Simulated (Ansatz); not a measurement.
## How methods differ on BH3O (SMILES BO)

BH3O has 5 atoms, charge 0, and is taken as a singlet. As SMILES, `BO`. Geometry: relaxed at PBE0-D4/def2-TZVP.

```jsonl
{"atom": "B", "x (Å)": "-0.2266", "y (Å)": "-0.3528", "z (Å)": "0.0747"}
{"atom": "O", "x (Å)": "0.4135", "y (Å)": "0.8018", "z (Å)": "0.3459"}
{"atom": "H", "x (Å)": "-0.8203", "y (Å)": "-0.8655", "z (Å)": "0.9778"}
{"atom": "H", "x (Å)": "-0.1906", "y (Å)": "-0.8289", "z (Å)": "-1.0281"}
{"atom": "H", "x (Å)": "0.8740", "y (Å)": "1.1718", "z (Å)": "-0.4117"}
```

Each level gives the energy change with the O2–H5 bond stretched from 0.961 to 1.921 Å (eV). The values are calculated.

| level | kind | program | value (eV) | less FCI/STO-3G |
| --- | --- | --- | --- | --- |
| HF/STO-3G (restricted) | Hartree–Fock | Ansatz | 7.20 | +3.71 |
| revPBE/STO-3G (restricted) | GGA | Ansatz | 4.08 | +0.59 |
| r2SCAN/STO-3G (restricted) | meta-GGA | Ansatz | 4.65 | +1.16 |
| B3LYP/STO-3G (restricted) | global hybrid | Ansatz | 4.77 | +1.28 |
| HSE06/STO-3G (restricted) | range-separated hybrid | Ansatz | 5.07 | +1.58 |
| B2PLYP/STO-3G (restricted) | double hybrid | Ansatz | 4.83 | +1.34 |
| RPA@PBE/STO-3G (restricted) | RPA | Ansatz | 4.09 | +0.60 |
| CCSDT/STO-3G (restricted) | coupled cluster or CI | Ansatz | 3.50 | +0.01 |
| FCI/STO-3G | exact in the basis | Ansatz | 3.49 | 0.00 |

FCI/STO-3G is exact within its basis and frozen core, so for wave-function methods in that basis the difference is their error; functionals converge differently with the basis, so for them it is only a difference. Spin-restricted single references rise too steeply as a bond breaks, Hartree–Fock most of all. Perturbation and coupled-cluster corrections on them can overshoot downwards. The first shape isn't each level's own minimum. The values span 3.49 to 7.20 eV. All rows use very small basis sets, so even the best lies far from the true value.

Correlation lowers the cost of stretching the O–H bond by 3.71 eV, more than the whole FCI energy change of 3.49 eV. As the overlap between oxygen and hydrogen shrinks, the σ and σ* orbitals draw closer in energy, and the doubly excited σ*² configuration gains weight. Mixing it in removes the excess ionic character that a single closed-shell determinant forces on the stretched bond, leaving one electron largely on each fragment.

Because this is mainly the uncoupling of one electron pair, CCSDT can recover it almost completely, ending within 0.01 eV of FCI. The density functionals and RPA all fall between these limits. Their order does not follow the share of exact exchange alone: B2PLYP lies below HSE06 despite containing more of it, and RPA lies almost level with revPBE, probably because nonlocal correlation offsets the exchange penalty. The close CCSDT agreement at this one stretched geometry does not establish equal accuracy nearer full dissociation, where the two configurations become degenerate.
